**Question: My formate band on Cu rises in 20 s and decays in 100 s. Which time belongs to which step?**

I prepare an adsorbed C$_1$ precursor A on a copper crystal, bring it to 450 K under a constant pressure of a co-reactant gas, and follow the symmetric OCO stretch of formate (typically near 1350 cm$^{-1}$) by reflection-absorption infrared spectroscopy. Formate builds up and then decomposes to CO$_2$ and H$_2$. With assumed round numbers in place of my data, the band height fits

$$S(t)=5.0\ \text{mAU}\times\left(e^{-t/100\,\mathrm{s}}-e^{-t/20\,\mathrm{s}}\right).$$

I read this as formation at 0.050 s$^{-1}$ and decomposition at 0.010 s$^{-1}$. A colleague says the opposite order fits equally well. How can formate form more slowly than its band rises? Would less noise, a global fit over the whole spectrum, or the CO$_2$ signal of a mass spectrometer settle it?

**Answer**

Your colleague is right. The two orders give the same curve identically, so noise is not the issue, and none of your three remedies works without an added physical condition. Three states and two rate constants are enough to show it.

### The model

A is the precursor, B is formate, and C counts the sites that have been vacated after CO$_2$ has left. All three are coverages in monolayers (ML, one adsorbate per surface Cu atom). Both steps are irreversible and first order, the co-reactant pressure being absorbed in the rate constants, and the surface holds only A at $t=0$:

$$\dot\theta_A=-k_1\theta_A,\qquad \dot\theta_B=k_1\theta_A-k_2\theta_B,\qquad \dot\theta_C=k_2\theta_B,\qquad \theta_A(0)=\theta_0 .$$

The first equation gives $\theta_A=\theta_0e^{-k_1t}$. Formate made at time $u$ survives to time $t$ with probability $e^{-k_2(t-u)}$, so for $k_1\ne k_2$

$$\theta_B=\int_0^t k_1\theta_0e^{-k_1u}e^{-k_2(t-u)}\,du=\theta_0\,k_1\,g(t),\qquad g(t)=\frac{e^{-k_2t}-e^{-k_1t}}{k_1-k_2},$$

and $\theta_C=\theta_0-\theta_A-\theta_B$. The function $g$ is unchanged when $k_1$ and $k_2$ are exchanged, because numerator and denominator both change sign.

The signal at wavenumber $\tilde\nu$ is assumed linear in the coverages,

$$S=\epsilon_A\theta_A+\epsilon_B\theta_B+\epsilon_C\theta_C ,$$

with $\epsilon_i(\tilde\nu)$ in milli-absorbance units per monolayer (mAU/ML), counted positive for absorption.

### The identity

Eliminate $\theta_C$:

$$\frac{S}{\theta_0}=\epsilon_C+(\epsilon_A-\epsilon_C)\,e^{-k_1t}+(\epsilon_B-\epsilon_C)\,k_1\,g .$$

Now exchange the rates, $k_1'=k_2$ and $k_2'=k_1$, keep $\epsilon_A$ and $\epsilon_C$, and allow a new $\epsilon_B'$:

$$\frac{S'}{\theta_0}=\epsilon_C+(\epsilon_A-\epsilon_C)\,e^{-k_2t}+(\epsilon_B'-\epsilon_C)\,k_2\,g .$$

The definition of $g$ gives $e^{-k_2t}-e^{-k_1t}=(k_1-k_2)g$, so the whole difference is proportional to $g$:

$$\frac{S'-S}{\theta_0\,g}=(\epsilon_A-\epsilon_C)(k_1-k_2)+(\epsilon_B'-\epsilon_C)k_2-(\epsilon_B-\epsilon_C)k_1 .$$

The terms in $\epsilon_C$ cancel, and what remains is $k_2(\epsilon_B'-\epsilon_A)-k_1(\epsilon_B-\epsilon_A)$. It vanishes for

$$\boxed{\;\epsilon_B'=\epsilon_A+\frac{k_1}{k_2}\,(\epsilon_B-\epsilon_A)\;}$$

This has a plain meaning. The initial slope of the signal is $\theta_0k_1(\epsilon_B-\epsilon_A)$, and the formula keeps that slope fixed when the first rate is replaced. Since the rates do not depend on $\tilde\nu$, the formula holds at each wavenumber separately. A global fit therefore returns a complete alternative spectrum $\epsilon_B'(\tilde\nu)$ with the same residuals.

### Numbers at the formate band

Assume $\theta_0=0.20$ ML, reference the spectra to the clean surface so that $\epsilon_C=0$, and let A not absorb at the formate band, $\epsilon_A=0$. Then $S=\theta_0\epsilon_Bk_1g$ and $\epsilon_B'=(k_1/k_2)\epsilon_B$. With a rate difference of 0.040 s$^{-1}$ your amplitude of 5.0 mAU admits two readings.

* **Model I, fast step first:** $k_1=0.050$, $k_2=0.010$ s$^{-1}$. The prefactor of the bracket in $\theta_B$ is $\theta_0k_1/|k_1-k_2|=0.25$ ML, so $\epsilon_B=20$ mAU/ML.
* **Model II, slow step first:** $k_1=0.010$, $k_2=0.050$ s$^{-1}$. The prefactor is 0.05 ML, so $\epsilon_B'=100$ mAU/ML.

| $t$ (s) | $\theta_A$, I | $\theta_B$, I | $\theta_A$, II | $\theta_B$, II | $\theta_C$, both | $S$ (mAU), both |
|---|---|---|---|---|---|---|
| 20 | 0.0736 | 0.1127 | 0.1637 | 0.0225 | 0.0137 | 2.25 |
| 40 | 0.0271 | 0.1337 | 0.1341 | 0.0267 | 0.0392 | 2.67 |
| 100 | 0.0013 | 0.0903 | 0.0736 | 0.0181 | 0.1084 | 1.81 |

Coverages are in ML and belong to the model. The maximum lies at $t_{\max}=\ln(k_1/k_2)/(k_1-k_2)=40.2$ s in both cases. There $k_1\theta_A=k_2\theta_B$, which gives $\theta_B=\theta_0(k_2/k_1)^{k_2/(k_1-k_2)}$: 0.134 ML in model I and 0.0267 ML in model II. Model I has much formate that absorbs weakly. Model II has 5 times less formate that absorbs 5 times more strongly.

This answers your first question. In model II formate is destroyed faster than it is made. Its coverage relaxes, at the rate $k_2$, towards a fixed fraction of the precursor, $\theta_B/\theta_A\to k_1/(k_2-k_1)=0.25$, and from then on it follows the slow decay of A. The rise of the band always shows the larger rate and the tail the smaller one, whichever step each belongs to.

The mass spectrometer does not help. The CO$_2$ evolution rate is $k_2\theta_B=\theta_0k_1k_2\,g$, which is symmetric in the two rates even when absolutely calibrated. It peaks at $1.34\times10^{-3}$ ML/s in both models, and $\theta_C$ and the sum $\theta_A+\theta_B$ are the same at all times.

### What decides

**1. The sign of the spectrum, in one direction only.** Call the two fitted rates $\lambda_f>\lambda_s$, and the formate spectra implied by the fast-first and slow-first orders $\epsilon_B^{F}$ and $\epsilon_B^{S}$. The boxed formula and its inverse read

$$\epsilon_B^{S}=\epsilon_A+\frac{\lambda_f}{\lambda_s}\left(\epsilon_B^{F}-\epsilon_A\right),\qquad \epsilon_B^{F}=\left(1-\frac{\lambda_s}{\lambda_f}\right)\epsilon_A+\frac{\lambda_s}{\lambda_f}\,\epsilon_B^{S}.$$

The second form is a weighted mean, here with weights 0.8 and 0.2. If $\epsilon_A$ and $\epsilon_B^S$ are non-negative, so is $\epsilon_B^F$. Hence the sign condition cannot reject the fast-first order while the slow-first order passes. It rejects the slow-first order wherever $\epsilon_B^F/\epsilon_A<1-\lambda_s/\lambda_f$, which requires a wavenumber at which A absorbs. At the formate band $\epsilon_A=0$, both values are positive, and the test is empty.

Look instead at a band of the precursor, with an assumed $\epsilon_A=15$ mAU/ML and no true formate absorption.

* If model I is true, that band decays as $3.0\ \text{mAU}\times e^{-0.050t}$ ($t$ in s). Model II can follow it only with $\epsilon_B^S=15(1-5)=-60$ mAU/ML, which is excluded.
* If model II is true, the band decays as $3.0\ \text{mAU}\times e^{-0.010t}$. Model I follows it with $\epsilon_B^F=0.8\times15=12$ mAU/ML, which is positive. Formate would then carry a scaled copy of every precursor band. You may reject that from what you know of the formate spectrum, but that is knowledge of $\epsilon_B$ and no longer a sign argument.

The test needs baseline-corrected absorbances against the clean surface. Against a background recorded with A present, the apparent coefficients are $\epsilon_i-\epsilon_A$, and negative values are legitimate.

**2. A known $\epsilon_B$.** A calibration on a formate layer of known coverage has to tell 20 from 100 mAU/ML. It fixes only the product of yield and absorptivity if A has a side channel. Let $k_1$ be the total loss rate of A and $\phi\le1$ the fraction that becomes formate, so that $\theta_B=\phi\,\theta_0k_1g$. A calibrated value of 20 excludes the slow-first order, which would need $\phi=5$. A calibrated value of 100 is compatible with slow-first at $\phi=1$ and with fast-first at $\phi=0.2$.

**3. A change in the ratio of the rates.** The true $\epsilon_B$ is a property of the adsorbate, while the false one contains $k_1/k_2$. At the formate band two quantities separate the steps: the initial slope $\theta_0\epsilon_Bk_1$ and the area $\int_0^\infty S\,dt=\theta_0\epsilon_B/k_2$, since $\int_0^\infty g\,dt=1/(k_1k_2)$. Both models give 0.20 mAU/s and 400 mAU s. Suppose a higher co-reactant pressure doubles the fast rate to 0.100 s$^{-1}$ and leaves the slow one alone, at the same $\theta_0$ and $\epsilon_B$.

| true model | amplitude of bracket (mAU) | initial slope (mAU/s) | area (mAU s) |
|---|---|---|---|
| I ($k_1$ doubled) | 4.44 | 0.40 | 400 |
| II ($k_2$ doubled) | 2.22 | 0.20 | 200 |

The two shapes are again the same and only the height differs. If model I is true, the slow-first fit needs $\epsilon_B'=100$ mAU/ML at one pressure and 200 mAU/ML at the other, and so betrays itself. You do not have to know beforehand which step involves the gas. Temperature works in the same way if the activation energies differ and $\epsilon_B$ stays constant. A change that scales both rates by one factor decides nothing.

**4. A different starting state.** A surface prepared with formate alone decays as $e^{-k_2t}$ and gives $k_2$ directly. The identity above rests on starting from pure A in every run.

### Comparison with the general statement

Write any linear network as $\dot{\boldsymbol\theta}=K\boldsymbol\theta$ with signal $S=\boldsymbol\epsilon^{T}e^{Kt}\boldsymbol\theta(0)$. For any invertible $T$ with $T\boldsymbol\theta(0)=\boldsymbol\theta(0)$, the pair $K'=TKT^{-1}$, $\boldsymbol\epsilon'^{\,T}=\boldsymbol\epsilon^{T}T^{-1}$ gives the same signal, because $e^{K't}=Te^{Kt}T^{-1}$. The data fix the eigenvalues of $K$ and the amplitudes that go with them. A rival description exists whenever $K'$ is again a rate matrix of the assumed form. In the order A, B, C,

$$K=\begin{pmatrix}-k_1&0&0\\k_1&-k_2&0\\0&k_2&0\end{pmatrix},\qquad T=\begin{pmatrix}1&1-k_2/k_1&0\\0&k_2/k_1&0\\0&0&1\end{pmatrix},$$

and multiplication shows that $TKT^{-1}$ is $K$ with the rates exchanged. The columns of $T$ sum to one, so the total coverage is conserved. The transformation relabels the fraction $1-k_2/k_1$ of the formate as unreacted precursor. In the table at 20 s, $0.0736+0.8\times0.1127$ reproduces the model II precursor coverage to rounding. The B component of $\boldsymbol\epsilon^T=\boldsymbol\epsilon'^{\,T}T$ is $\epsilon_B=(1-k_2/k_1)\epsilon_A+(k_2/k_1)\epsilon_B'$, which is the boxed formula solved for $\epsilon_B$. The small model is thus an exact case of the general statement.

For an irreversible chain of $n$ steps with distinct rates, started from the first species, the $n+1$ coverages are linearly independent combinations of a constant and the $n$ exponentials in any order of the rates. Each order therefore has exactly one set of spectra that fits, and there are $n!$ such sets, 6 for three steps. The first and last spectra are common to all of them, being fixed by $t=0$ and $t\to\infty$. For two steps with $k_1\to k_2=k$ the two solutions merge, $g\to te^{-kt}$ and $\epsilon_B'\to\epsilon_B$.

### How far this carries to formate on copper

The slow rate was chosen to lie near typical formate kinetics. An activation energy of about 130 kJ/mol (typical for decomposition on Cu) with an assumed prefactor of $10^{13}$ s$^{-1}$ gives 0.008 s$^{-1}$ at 450 K. That is an input choice and no support for model I. A factor of 5 in rate at 450 K corresponds to $RT\ln5=6.0$ kJ/mol, so an estimate of this kind separates the two models only if barrier and prefactor together are known to better than that. The precursor rate, the coverage and the absorptivities are illustrative. When the two fitted rates differ by several orders of magnitude, the same factor appears between the two values of $\epsilon_B$ at the formate band, and a rough calibration is enough.

The weakest assumption is linearity of the signal. Upright dipoles screen one another. An oscillating dipole $\mu$ on each site produces a field $-U\mu$ at its neighbours, with $U=\sum_j r_j^{-3}$ in Gaussian units. With electronic polarisability volume $\alpha_e$ the net dipole obeys $\mu=\mu_0-\alpha_eU\mu$, and the intensity per adsorbate falls by $(1+\alpha_eU)^{-2}$. For a size estimate use Cu(100), with two atoms per $a^2$ and a typical $a=3.61$ Å, so that 0.20 ML is $n=0.031$ Å$^{-2}$. Spread evenly on a square lattice, $U=9.03\,n^{3/2}=0.049$ Å$^{-3}$, where 9.03 is the sum of $(l^2+m^2)^{-3/2}$ over all integer pairs except the origin. An assumed $\alpha_e=3$ Å$^3$ gives $\alpha_eU\approx0.15$ and a factor of about 0.8. Image dipoles and islanding are ignored here, so this indicates only that the effect reaches tens of per cent. That is small against the factor of 5 in test 2 and smaller than the factor of 2 in test 3, but it would spoil a calibration for two rates that differ by tens of per cent. Nor does the distortion lift the ambiguity at the formate band. If A and B screen about equally, the factor depends on $\theta_A+\theta_B$, which is the same function of time in both models.